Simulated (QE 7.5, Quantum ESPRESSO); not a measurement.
# Layer spacing and W–S bond length of 2H-WS$_2$: PBE+D3(BJ) beside plain PBE and PBEsol

## Experiment

The reference cell of bulk WS$_2$ is an X-ray diffraction result, $a = 3.1532$ Å and $c = 12.323$ Å, quoted from earlier work in "Extraordinary room-temperature photoluminescence in WS2 monolayers" (2012, arXiv:1208.1325). The W–S distance in the trigonal prism, $2.405 \pm 0.005$ Å, also comes from earlier X-ray work on a bulk 2H crystal and is quoted for comparison in "Crystal structure and electrical resistance property of Rb0.21(H2O)yWS2" (2019, PubMed Central 6659325). All three values are therefore second-hand, and no temperature is given with them. The edges of my diffraction starting cell coincide with the quoted ones, so that cell is no independent check on them.

| compared with | measured | source's wording or label | method |
| --- | --- | --- | --- |
| cell edge a (Å) | 3.1532 | a | X-ray diffraction (literature) |
| cell edge c (Å) | 12.323 | c | X-ray diffraction (literature) |
| W-S, nearest pair of atom 1 (Å) | 2.405 ± 0.005 | W-S in trigonal prism | X-ray diffraction (earlier work) |

Conditions are those given with the value in the passage it was taken from; "not stated" means there, and the paper may say more elsewhere. The values are a selection: others may have been left out beforehand as unlike or outlying.

## Plan

I want both cell edges and the W–S bond of the six-atom $P6_3/mmc$ cell, each within 1 %. That is about 0.03 Å in $a$, 0.12 Å in $c$ and 0.02 Å in the bond. For the covalent layer this is the usual error of a good semilocal functional. For $c$ it is a real test, because the gap between layers takes up most of any error while the layers themselves hardly change. The calculation is static; thermal and zero-point motion should lengthen the real crystal by roughly a few tenths of a per cent along $c$ and less in the plane, which the target can absorb.

I start with PBE+D3(BJ) and let cell and atoms relax together. Plain PBE lacks the dispersion attraction that holds the layers and should leave $c$ too long. Relaxing only the atoms in the measured cell would fix both edges by construction and test nothing about the stacking. Afterwards I set a neighbouring level beside the result and test the plane-wave cutoff.

System: WS2 (Tungstenite); P6_3/mmc (No. 194), 6 atoms in the cell used, edges 3.1532, 3.1532, 12.3230 A, angles 90.00, 90.00, 120.00 deg; cell from a published crystal structure; structure from the Crystallography Open Database.

## 1. Full relaxation with dispersion

PBE+D3(BJ) treats the bonds within the layer and the attraction between layers in one run. I expect $a$ and the W–S bond close to the diffraction values, and $c$ within about a per cent.

**Run 1.** QE 7.5: PBE+D3(BJ), pw.x with GBRV ultrasoft files, cell and atoms relaxed, cutoff 45 Ry, mesh 8x8x2, Fermi-Dirac 0.05 eV, force tolerance 0.015 eV/A.

Key lines of the input:
```
&control
   calculation='vc-relax'
   forc_conv_thr=5.8e-04, etot_conv_thr=1e-04, nstep=60, tstress=.true., tprnfor=.true.
/
&system
   ibrav=0, nat=6, ntyp=2
   ecutwfc=45, ecutrho=360
   occupations='smearing', smearing='fd', degauss=0.0037
   vdw_corr='dft-d3', dftd3_version=4
/
&electrons
   conv_thr=6.0e-09, mixing_beta=0.5, electron_maxstep=100
/
&ions
/
&cell
   press_conv_thr=0.2
/
ATOMIC_SPECIES
W 1.0 W.gbrv-pbe.upf
S 1.0 S.gbrv-pbe.upf
CELL_PARAMETERS angstrom
  3.15320000 0.00000000 0.00000000
  -1.57660000 2.73075130 0.00000000
  0.00000000 0.00000000 12.32300000
ATOMIC_POSITIONS crystal
W    0.33333333 0.66666667 0.25000000
W    0.66666667 0.33333333 0.75000000
S    0.33333333 0.66666667 0.62250000
S    0.66666667 0.33333333 0.12250000
S    0.33333333 0.66666667 0.87750000
S    0.66666667 0.33333333 0.37750000
K_POINTS automatic
8 8 2 0 0 0
```

Command:
```
OMP_NUM_THREADS=1 mpirun --oversubscribe --bind-to none -np 2 pw.x -nk 2 -in relax.in > relax.out
```

Selected lines of the output:
```
          total   stress  (Ry/bohr**3)                   (kbar)     P=        0.05
     bfgs converged in  10 scf cycles and   9 bfgs steps
          total   stress  (Ry/bohr**3)                   (kbar)     P=       -0.38
CELL_PARAMETERS (angstrom)
   0.000000000   0.000000000  12.143379233
```

Converged; 2.9 min on 2 cores of AMD EPYC 9R45 96, shared host.

| quantity | run 1 | measured | deviation |
| --- | --- | --- | --- |
| cell edge a (Å) | 3.1542 | 3.1532 | +0.0010 (+0.0 %) |
| cell edge c (Å) | 12.143 | 12.323 | −0.180 (−1.5 %) |
| W-S, nearest pair of atom 1 (Å) | 2.409 | 2.405 ± 0.005 | +0.004 (+0.1 %) |
| volume per atom (Å³) | 17.44 |  |  |

The layer itself comes out well: $a$ is 0.001 Å long and the W–S bond 0.004 Å long, the latter within the uncertainty of the measurement. The stacking axis misses. At 12.143 Å, $c$ is 0.180 Å short, or 1.5 %, where I had expected about a per cent at most. With $a$ almost unchanged and the bond slightly longer, the S–W–S layer is no thinner than in the diffraction structure, so the shortening lies in the gap between layers. That points to too much attraction across the gap at this level, though a basis error could also shift so soft an axis. The pressure of −0.38 kbar after the basis was rebuilt shows that the plane-wave set still has some effect on the stress.

## 2. Dispersion removed, cutoff raised, PBEsol beside it

Plain PBE with the same files, cutoff and mesh isolates what D3 does to the gap. Repeating it at 60 Ry tests the basis for PBE; this is only indirect evidence for the dispersion-corrected result, whose own cutoff test is not shown in this report. I add PBEsol as a second way to the stacking axis: it has no dispersion term, but it usually binds more strongly than PBE. I expect plain PBE to leave $c$ far too long, and PBEsol to fall between PBE and PBE+D3(BJ) in $c$, with a slightly shorter $a$.

**Run 2.** QE 7.5: PBE, pw.x with GBRV ultrasoft files, cell and atoms relaxed, cutoff 45 Ry, mesh 8x8x2, Fermi-Dirac 0.05 eV, force tolerance 0.015 eV/A.

Key lines of the input, as changed from run 1:
```diff
  &system
-    vdw_corr='dft-d3', dftd3_version=4
```

Selected lines of the output:
```
          total   stress  (Ry/bohr**3)                   (kbar)     P=       39.73
CELL_PARAMETERS (angstrom)
  -0.000000000  -0.000000000  13.097814161
```

Converged; 5.9 min on 2 cores of Intel Xeon Platinum 8559C (Emerald Rapids), shared host.

**Run 3.** QE 7.5: PBE, pw.x with GBRV ultrasoft files, cell and atoms relaxed, cutoff 60 Ry, mesh 8x8x2, Fermi-Dirac 0.05 eV, force tolerance 0.015 eV/A.

Key lines of the input, as changed from run 2:
```diff
  &system
-    ecutwfc=45, ecutrho=360
+    ecutwfc=60, ecutrho=360
```

Selected lines of the output:
```
     the Fermi energy is    12.2998 ev
!    total energy              =    -415.03151477 Ry
     Total force =     0.011194     Total SCF correction =     0.000139
          total   stress  (Ry/bohr**3)                   (kbar)     P=       45.72
[... further steps ...]
!    total energy              =    -415.04116202 Ry
     Total force =     0.000011     Total SCF correction =     0.000003
          total   stress  (Ry/bohr**3)                   (kbar)     P=       -0.03
     bfgs converged in  14 scf cycles and  13 bfgs steps
     the Fermi energy is     9.8688 ev
!    total energy              =    -415.04150234 Ry
     Total force =     0.000008     Total SCF correction =     0.000009
          total   stress  (Ry/bohr**3)                   (kbar)     P=        0.65
Begin final coordinates
     new unit-cell volume =    832.21794 a.u.^3 (   123.32198 Ang^3 )
CELL_PARAMETERS (angstrom)
   3.188963864  -0.000000000   0.000000000
  -1.594481932   2.761723715   0.000000000
   0.000000000   0.000000000  14.002663274
ATOMIC_POSITIONS (crystal)
W                0.3333333300        0.6666666700        0.2500000000
```

Converged; 9.5 min on 2 cores of Intel Xeon Platinum 8488C (Sapphire Rapids), shared host.

**Run 4.** QE 7.5: PBEsol, pw.x with GBRV ultrasoft files, cell and atoms relaxed, cutoff 45 Ry, mesh 8x8x2, Fermi-Dirac 0.05 eV, force tolerance 0.015 eV/A.

Key lines of the input, as changed from run 2:
```diff
- W 1.0 W.gbrv-pbe.upf
- S 1.0 S.gbrv-pbe.upf
+ W 1.0 W.gbrv-pbesol.upf
+ S 1.0 S.gbrv-pbesol.upf
```

Selected lines of the output:
```
     the Fermi energy is    12.1741 ev
!    total energy              =    -414.52940388 Ry
     Total force =     0.009652     Total SCF correction =     0.000038
          total   stress  (Ry/bohr**3)                   (kbar)     P=      -12.77
[... further steps ...]
!    total energy              =    -414.52971931 Ry
     Total force =     0.000047     Total SCF correction =     0.000001
          total   stress  (Ry/bohr**3)                   (kbar)     P=        0.05
     bfgs converged in  10 scf cycles and   9 bfgs steps
     the Fermi energy is    12.1734 ev
!    total energy              =    -414.52968327 Ry
     Total force =     0.000056     Total SCF correction =     0.000004
          total   stress  (Ry/bohr**3)                   (kbar)     P=        0.01
Begin final coordinates
     new unit-cell volume =    715.28791 a.u.^3 (   105.99473 Ang^3 )
CELL_PARAMETERS (angstrom)
   3.142054613  -0.000000000  -0.000000000
  -1.571027307   2.721099112  -0.000000000
   0.000000000  -0.000000000  12.397273852
ATOMIC_POSITIONS (crystal)
W                0.3333333300        0.6666666700        0.2500000000
```

Converged; 4.5 min on 2 cores of Arm Neoverse V2, shared host.

| quantity | run 2 | run 3 | run 4 | measured |
| --- | --- | --- | --- | --- |
| cell edge a (Å) | 3.1830 | 3.1890 | 3.1421 | 3.1532 |
| cell edge c (Å) | 13.098 | 14.003 | 12.397 | 12.323 |
| W-S, nearest pair of atom 1 (Å) | 2.419 | 2.421 | 2.399 | 2.405 ± 0.005 |
| volume per atom (Å³) | 19.15 | 20.55 | 17.67 |  |

Plain PBE leaves the layers far too loosely held: $c$ is 13.098 Å at 45 Ry and 14.003 Å at 60 Ry, against 12.323 Å measured. The W–S bond changes by only 0.002 Å between the two cutoffs, so the trouble lies in the gap. On so flat an energy curve the stopping point is poorly fixed, and I do not assign the whole difference of about 0.9 Å to the basis. The first stresses, both taken at the diffraction cell, do show a basis effect: 39.73 kbar at 45 Ry and 45.72 kbar at 60 Ry. The smaller basis thus pulls the cell together.

This weakens my earlier reading of the PBE+D3(BJ) result. An error of the same sign there would shorten $c$, so the miss of 0.180 Å may be partly a basis error and not only excess attraction from D3. How much of it is basis error I cannot say from the PBE pair, and the miss at 45 Ry stands.

PBEsol falls between the other two in $c$, as I expected, and meets all three targets at 45 Ry: $c$ is 0.074 Å long, $a$ 0.011 Å short and the bond 0.006 Å short. It contains no long-range dispersion, so I take the good spacing as a favourable balance of errors rather than a sound account of what holds the layers. Its own convergence with cutoff is not shown in this report, and after the PBE pair I would not rest a ranking on its $c$.

## Summary of runs

| run | settings | cell edge a (Å) | cell edge c (Å) | W-S, nearest pair of atom 1 (Å) | mean abs. dev. of these columns (%) | cost |
| --- | --- | --- | --- | --- | --- | --- |
| 1 | PBE+D3(BJ), cutoff 45 Ry | 3.1542 | 12.143 | 2.409 | 0.5 | 5.9 core-min |
| 2 | PBE, cutoff 45 Ry | 3.1830 | 13.098 | 2.419 | 2.6 | 12 core-min |
| 3 | PBE, cutoff 60 Ry | 3.1890 | 14.003 | 2.421 | 5.1 | 19 core-min |
| 4 | PBEsol, cutoff 45 Ry | 3.1421 | 12.397 | 2.399 | 0.4 | 9.1 core-min |
|  | measured | 3.1532 | 12.323 | 2.405 ± 0.005 |  |  |

Further runs on the same system, made beside this series (convergence steps with loose settings among them):

| further | settings | cell edge a (Å) | cell edge c (Å) | W-S, nearest pair of atom 1 (Å) | mean abs. dev. of these columns (%) | cost |
| --- | --- | --- | --- | --- | --- | --- |
| F1 | RPBE, pw.x with GBRV ultrasoft files made for PBE, cell and atoms relaxed, cutoff 45 Ry, mesh 8x8x2, Fermi-Dirac 0.05 eV | 3.2030 | 14.033 | 2.427 | 5.5 | 14 core-min |
| F2 | PBE, pw.x with GBRV ultrasoft files, atoms relaxed at the starting cell, cutoff 45 Ry, mesh 8x8x2, Fermi-Dirac 0.05 eV | – | – | 2.409 |  | 2.7 core-min |
| F3 | LDA, pw.x with GBRV ultrasoft files, cell and atoms relaxed, cutoff 45 Ry, mesh 8x8x2, Fermi-Dirac 0.05 eV | 3.1241 | 12.050 | 2.388 | 1.3 | 11 core-min |
| F4 | PBE, pw.x with SSSP efficiency files (GBRV's own for S, W), cell and atoms relaxed, cutoff 60 Ry, mesh 8x8x2, Fermi-Dirac 0.05 eV | 3.1892 | 14.007 | 2.421 | 5.2 | 30 core-min |
| F5 | PBE, pw.x with GBRV ultrasoft files, cell and atoms relaxed, cutoff 30 Ry, mesh 8x8x2, Fermi-Dirac 0.05 eV | 3.1885 | 13.278 | 2.420 | 3.2 | 10 core-min |
| F6 | PBE, pw.x with GBRV ultrasoft files, cell and atoms relaxed, cutoff 45 Ry, mesh 4x4x1, Fermi-Dirac 0.05 eV | 3.1813 | 13.269 | 2.416 | 3.0 | 6.3 core-min |
| F7 | PBE, pw.x with GBRV ultrasoft files, cell and atoms relaxed, cutoff 45 Ry, mesh 8x8x2, Fermi-Dirac 0.25 eV | 3.1842 | 13.083 | 2.419 | 2.6 | 18 core-min |
|  | measured | 3.1532 | 12.323 | 2.405 ± 0.005 |  |  |

## Verdict

PBE+D3(BJ), the level I committed to, misses the target. At 5.9 core-minutes it gives $a$ and the W–S bond within about 0.2 % of the diffraction values, but $c$ is 0.180 Å, or 1.5 %, too short. The measured crystal should be longer than my static one by 0.1 to 0.5 %, which takes the miss in $c$ down to roughly 1.0 to 1.4 %.

The cutoff test on plain PBE mattered most. From 45 to 60 Ry its $c$ grows by about 0.9 Å, and a second 60 Ry run with the same potentials ends within 0.004 Å of the first. That shows that the result repeats, not that either run stopped at the true minimum of so flat a curve. The 30 Ry run breaks the trend, so I extrapolate nothing. The basis error at 45 Ry probably shortens $c$ with D3 too, but its size there is unknown. I therefore cannot divide the miss between basis and overbinding by D3.

PBEsol meets all three limits at 45 Ry, with $c$ 0.6 % long. The allowance for thermal and zero-point motion widens that to between 0.7 and 1.1 %, and its convergence with cutoff is not shown in this report. Without long-range dispersion, its good spacing rests on a cancellation of errors. LDA, also without dispersion, makes $c$ too short; plain PBE and RPBE make it far too long.

The bond is the firm result. Plain PBE gives 2.409 Å in the measured cell, the same as PBE+D3(BJ) fully relaxed. To judge D3 on the layer spacing I would want the dispersion-corrected relaxation at a higher cutoff, which is not shown in this report.

[Logs are printed without paths, hosts, clocks, repeated set-up lines and the standing remarks that a program may print on its own settings, such as how far it seeks lower states.]

[The runs shown are a pick from a larger set of finished runs; failed, doubtful and other runs were left out of it ahead of writing. So were measured values far from every level or from commonly accepted values, and agreement can look better than it is. Lines of input and output are excerpts and may be shortened.]
